**Q.** These radicals each have a methyl or ethyl group on one marked atom. I read a HOMO–LUMO gap as a bonding level below an antibonding one. Does that reading hold here?

Gas-phase doublet radicals, with * the varied atom in each SMILES frame, computed with Ansatz 0.2.0 at PBE0-D4/def2-TZVP geometries, spin-unrestricted and with a def2 core potential on Te. HOMO, LUMO and gap are from B3LYP-D4/def2-TZVPP, taken over both spins; dipoles and Mulliken charges are from r2SCAN-D4/def2-TZVPP.

```tsv
formula	frame	*	Z	electronegativity	point group	<S^2> at PBE0	mean bond of the marked atom (Å)	HOMO (eV)	LUMO (eV)	gap (eV)	dipole (D)	charge of the marked atom (e)
C2H5O	*CC	O	8	3.440	Cs	0.754	1.355	-7.38	-3.95	3.43	2.07	-0.27
C2H5Mg	*CC	Mg	12	1.310	Cs	0.756	2.143	-4.43	-2.33	2.10	0.55	0.36
C2H5Se	*CC	Se	34	2.550	Cs	0.754	1.942	-6.07	-4.15	1.92	1.77	-0.10
C2H5Te	*CC	Te	52	2.100	Cs	0.754	2.147	-5.67	-4.05	1.62	1.54	-0.03
CH3O	*C	O	8	3.440	Cs	0.754	1.355	-7.49	-4.00	3.49	2.01	-0.26
CH3Mg	*C	Mg	12	1.310	C3v	0.754	2.116	-4.52	-2.36	2.16	0.79	0.40
CH3Te	*C	Te	52	2.100	C3v	0.754	2.136	-5.69	-4.09	1.60	1.33	-0.01
```

**A.** It doesn't. All rows are clean doublets, with $\langle S^2\rangle$ close to the ideal 0.75, but they are two kinds of radical, and HOMO and LUMO are taken over both spins. In the two oxygen rows and CH3Te the spin-resolved levels show that both are minority-spin ($\beta$) levels. In CH3O the HOMO lies 0.54 eV above the highest majority-spin ($\alpha$) level, and in CH3Te 0.26 eV above. The established picture is a pair of chalcogen p orbitals perpendicular to the bond, holding three electrons, so that the HOMO is the filled $\beta$ p level and the LUMO the one with the hole. For ethyl Se and Te the outputs show the LUMO to be a $\beta$ level; that the HOMO is one too I assume.

**Q.** From O to Te the ethyl HOMO rises by 1.71 eV, yet the LUMO hardly moves. How can two p orbitals of one atom behave so differently?

**A.** Write the levels as $M \mp G/2$, with $M$ their midpoint and $G$ the gap. From ethyl O to ethyl Te, $M$ rises by 0.8 eV and $G/2$ shrinks by 0.9 eV. The two changes add in the HOMO and nearly cancel in the LUMO, which ends 0.10 eV lower. This much is arithmetic on the table; the physics lies in why $M$ and $G$ move.

A small conducting sphere of radius $R$ is a useful analogy. Removing an electron costs $W + e^2/8\pi\epsilon_0R$ and adding one returns $W - e^2/8\pi\epsilon_0R$, where $W$ is the work function. The midpoint measures how strongly the material holds electrons, which for an atom is electronegativity, and the splitting is a charging energy that falls as $1/R$. The analogy gives the form only. An atom has no sharp radius, and density-functional orbital energies carry just a part of the charging energy.

**Q.** What plays the part of the charging energy in an orbital calculation?

**A.** Theory argues it as follows. Call the filled $\beta$ orbital $p_y$ and the empty one $p_x$; the $\alpha$ electrons fill both and repel them alike. In Hartree–Fock the $p_y$ electron's repulsion with itself, $J_{yy}$, is removed by exchange, while an electron placed in $p_x$ would feel it as $J_{xy}-K_{xy}$, a Coulomb integral less a small exchange integral. The gap is then a repulsion integral on one atom, and such integrals scale as the inverse size of the orbital. In a hybrid, the fraction $a$ of exact exchange lowers $p_y$ by $aJ_{yy}$ and $p_x$ by only $aK_{xy}$. The semilocal exchange that makes up the rest also favours the direction in which the $\beta$ density lies, but it cancels the self-repulsion of $p_y$ less completely, so the gap is expected to be smaller than in Hartree–Fock.

As a size I take the mean bond of the marked atom, $r$, here its single bond to carbon, less a rough recalled carbon radius of 0.76 Å. Least squares over the five chalcogen rows at B3LYP, with electronegativity $\chi$ on Pauling's scale, gives

$$G = \frac{2.10\ \text{eV Å}}{r-0.76\ \text{Å}}, \qquad M = (-3.55 - 0.62\,\chi)\ \text{eV}.$$

For C2H5Se, which was part of both fits,

$$G = \frac{2.10}{1.942-0.76} = 1.78, \qquad M = -3.55 - 0.62\times 2.55 = -5.13,$$

$$\text{HOMO} = -5.13-0.89 = -6.02\ \text{eV}, \qquad \text{LUMO} = -5.13+0.89 = -4.24\ \text{eV}.$$

The table has $-6.07$ and $-4.15$ eV. This is the worst chalcogen row for the gap, which the model puts 0.14 eV below the table. The numerator shifts with the chosen carbon radius, so only its order means anything: about 0.15 of $e^2/4\pi\epsilon_0$, a modest fraction of a full charging energy.

**Q.** Size and electronegativity run together down a group. Do the numbers really pick size?

**A.** Only weakly, because there are three chalcogens. A least-squares line of gap against electronegativity has one more parameter and an rms residual of 0.12 eV, against 0.10 eV for the size formula. Even that small lead hangs on the assumed carbon radius: with 0.80 Å the size formula leaves 0.14 eV and falls behind. A free power of the bond length, fitted to the logarithms, reaches 0.02 eV, so Se sits better on a size scale than on an electronegativity scale. That favours size without proving the cause.

The functional gives a second test. With r2SCAN, which has no exact exchange, the chalcogen gaps fall to about half, for example 1.82 eV for ethyl O and 0.75 eV for ethyl Te. They still follow the inverse size, with the same fit leaving an rms residual of 0.03 eV. The gain on going to B3LYP is largest for the compact O orbital, as the exchange argument requires, though the two functionals differ in more than exact exchange.

**Q.** Couldn't the splitting just be Jahn–Teller distortion of the methyl radicals?

**A.** An ideal threefold CH3O or CH3Te has a degenerate ²E state and does distort; the C3v label of CH3Te is only approximate, its Te–C–H angles running from about 107 to 111°. Yet this nearly symmetric radical has a gap of 1.60 eV, against 1.62 eV for ethyl Te, which has no such symmetry. For Te this indicates that the splitting sits in the determinant, which puts the hole in one p orbital, and owes little to shape. It also means that the gap is no optical gap: moving the hole from $p_x$ to $p_y$ in a threefold radical costs nothing. The calculation has no spin-orbit coupling, which is large for Te and competes with the distortion, so the real low states of the Te radicals will differ.

**Q.** Why is the LUMO lowest at selenium?

**A.** It is the remainder of the cancellation. From O to Se the size measure doubles, so $G/2$ drops by about 0.76 eV while $M$ rises by only 0.55 eV. From Se to Te the atom grows little, so the rise of $M$, 0.25 eV, outweighs the 0.15 eV loss in $G/2$. The model and r2SCAN both keep Se lowest. The dip below Te is no larger than the model's errors, however, and Se is treated without relativity while Te has a core potential, so its depth should not be trusted.

**Q.** Magnesium has nearly tellurium's bond length and a lower electronegativity. Why is its gap the larger?

**A.** Its gap is a different quantity, which is why it was kept out of the fits. In both Mg rows the HOMO is the highest $\alpha$ level, the singly occupied orbital of a magnesium-centred σ radical, and the LUMO is a $\beta$ level, read as its empty partner. The chalcogen formulas put the gap about 0.6 eV too low and the midpoint 0.9 to 1.0 eV too deep. They describe a hole in a nearly full p shell, whereas Mg has one electron in a loosely bound, largely 3s orbital.

A like-for-like comparison takes the $\alpha$–$\beta$ splitting of the singly occupied orbital. In a chalcogen radical that orbital should be the second $\alpha$ level, since the doubly filled p orbital carries more repulsion and lies higher; this assignment is argued, not shown. On that assignment the splitting is 5.18 eV for CH3O, 2.78 eV for CH3Te and 2.16 eV for CH3Mg, so Mg no longer stands above Te. The tabulated gaps should not be ranked across the two kinds: the methyl O–Mg difference of 1.33 eV all but vanishes with r2SCAN.

**Q.** Do the dipoles and charges bear out the σ picture?

**A.** The dipoles fit it, once their direction is restored. The table gives magnitudes; the vectors put the negative end at O, Se and Te and the positive end at Mg. Point charges from the Mulliken partition would give CH3Mg 3.6 D, against 0.79 D computed. Point charges miss how the electrons are displaced around each nucleus. The unpaired electron is expected to be polarised away from carbon, to the far side of Mg, and the bonding pair to lean from carbon towards Mg. Both oppose the ionic dipole, and the outputs do not separate their shares. The same point charges reproduce CH3O and give about half the dipole of CH3Te. The charges themselves are fragile: that of Te in the ethyl row changes sign with the functional, and a Löwdin partition removes the Mulliken order.
